A crystal that resists shear should cost energy to shear, and a crystal whose energy falls when it is sheared should be unstable. On that rule the BiTe cell below is in trouble. Its energy changes all print as 0.0, but carried to more digits the same calculation gives a decrease in every sheared cell, whichever way it is sheared. At a strain of −0.02 the energy has dropped by 10.5 µeV per atom.

Rocksalt BiTe (cubic a = 6.470 Å, not relaxed beforehand) under xy engineering shear at fixed fractional coordinates, computed with Ansatz 0.2.0 (PBEsol, plane-wave PAW, scalar-relativistic, no spin polarisation, 420 eV cutoff, 14×14×14 k mesh, 0.15 eV Gaussian smearing). Energies are free energies relative to the unstrained cell; pressure is positive in compression.

| strain | energy change (meV/atom) | tensile stress along pattern (GPa) | pressure (GPa) |
| --- | --- | --- | --- |
| -0.02 | 0.0 | -0.01 | -1.71 |
| -0.01 | 0.0 | -0.01 | -1.71 |
| 0 | 0.0 | 0.00 | -1.71 |
| 0.005 | 0.0 | 0.00 | -1.71 |
| 0.015 | 0.0 | 0.01 | -1.71 |

Three explanations come to mind. The decrease could be numerical noise, it could be a real shear instability, or it could come from the state in which the crystal starts. The pressure column points to the last: −1.71 GPa means that this cell, which was not relaxed, is held larger than it would like to be.

The shear stress tests the instability directly. If the lattice wanted to shear, the stress would push it further along once it had started. The column "tensile stress along pattern" has the sign of the strain instead, which means that the crystal pulls back. With more digits this holds in all four sheared cells, and the stress grows nearly in proportion to the strain. Such regularity shows that the stresses are not mere noise, but the energies need a test of their own.

The energy can still fall because this shear does not keep the volume. It turns a square face of the cube into a rhombus whose sides keep their length almost exactly, and such a rhombus has a smaller area than the square. (The sheared cells are orthorhombic, space group Immm; only the unstrained cell is cubic, Fm-3m.) For a strain γ the volume shrinks by the fraction γ²/4, whichever sign γ has. A stretched crystal lowers its energy by shrinking, and the energy released grows with γ², just as the cost of the shear does.

A spring with a weight hanging from it behaves in a similar way. Lift the weight a little and the energy stored in the spring falls, yet the hanging spring is perfectly stable, because the weight has gained more energy than the spring has lost. The strain scan records only the spring. The likeness ends with the geometry: the spring shortens in proportion to the lift, whereas the crystal shrinks only with the square of the shear.

With c for the shear stiffness (the slope of shear stress against strain) and P for the pressure, the two contributions add up to

energy change per volume = ½ (c + P/2) γ²

A straight line through the shear stresses of all five rows gives c ≈ 0.61 GPa. The tension contributes P/2 ≈ −0.86 GPa, which outweighs it. The energy therefore curves downward although the stiffness is positive.

Take the strain of −0.02 as an example. The volume shrinks by 0.01 %, or about 0.0034 Å³ per atom. Multiplied by 1.71 GPa, with 1 GPa·Å³ ≈ 6.2 meV, this releases about 36 µeV per atom. The restoring stress costs ½ c γ² times the atomic volume, about 26 µeV, so the balance is a fall of 10 µeV.

That is close to the computed drop, so noise is not needed to explain it. The stress of this row was part of the fit, but no energy was. Because stress and energy come from the same calculation, the agreement shows that the accounts balance, not that the method describes real BiTe well. In relative terms the model does worst at the smallest strain, where it predicts less than half of the computed decrease; the gap there is below 1 µeV per atom, too small to interpret. The output after this text has the full comparison.

The structure gives one reason to expect a soft response. The Bi–Te bonds run along the cube axes, so this shear mainly bends the angles between them. At the largest strain a right angle changes by about 1.1°, while the bonds along the two sheared axes lengthen by only 0.005 %. Bending usually costs less than stretching, though a single strain pattern cannot test that here. Nor can it be the whole reason for a stiffness this close to zero: every rocksalt crystal shares this geometry, and many resist the same shear far more strongly.

The value of c deserves less trust than its sign. Energies extrapolated to zero smearing, combined with the same pressure, suggest only 0.2 to 0.3 GPa. For so soft a response, the treatment of the smearing shifts the result by an amount comparable with the stiffness itself, and spin–orbit coupling, which is strong in Bi and Te, is left out. Within these settings the evidence supports a small positive stiffness against this one shear, in this stretched cell. Spin–orbit coupling could change even the sign, and a positive sign alone would not make rocksalt BiTe a stable phase.

In practice, look at the pressure of the starting cell before turning an energy curve into an elastic constant. Relaxing the cell first gives the stiffness at the relaxed volume. For the cell as it stands, use a shear that conserves volume or read the stiffness from the stress. If only energies from a shear like the one in the table are at hand, subtract P/2 from their curvature. In a compressed cell the same correction changes sign, and the uncorrected energy curve makes the crystal look too stiff rather than too soft.

Output of the analysis:

```
fit of sxy on 5 rows: coefficient of strain 0.6148 +/- 0.0043; rms 0.000106, worst -0.01 -0.000146, leave-one-out rms 0.000169
Energies in micro-eV per atom:
    row  computed change  part from volume loss under tension  remainder  predicted change    miss
  -0.02            -10.5                               -36.13      25.63            -10.15   0.348
  -0.01           -3.351                               -9.033      5.682            -2.538  0.8131
    0.0                0                                    0          0                 0       0
  0.005           -1.353                               -2.258     0.9048           -0.6344  0.7191
  0.015           -6.576                               -20.33      13.75             -5.71  0.8661
Shear stress in GPa:
    row   computed  expected if energy curvature were the stiffness
  -0.02   -0.01244                                         0.005175
  -0.01  -0.006002                                         0.002587
    0.0          0                                                0
  0.005   0.002969                                        -0.001294
  0.015   0.009162                                        -0.003881
Shear stiffness from the stresses (GPa): 0.6148
Contribution of the tension to the energy curvature (GPa): -0.855
Predicted energy curvature, sum of the two (GPa): -0.2402
Energy curvature from the free energies (GPa): -0.2587
Stiffness from free energies after removing the volume work (GPa): 0.5963
Rough stiffness from zero-smearing energies, same pressure assumed (GPa): 0.2291
The same from the rows -0.02 and -0.01 alone (GPa): 0.3116
Volume loss at the largest shear (percent): 0.01
Change of the right angle between bonds at the largest shear (degrees): 1.146
Lengthening of the bonds along x and y at the largest shear (percent): 0.005
```
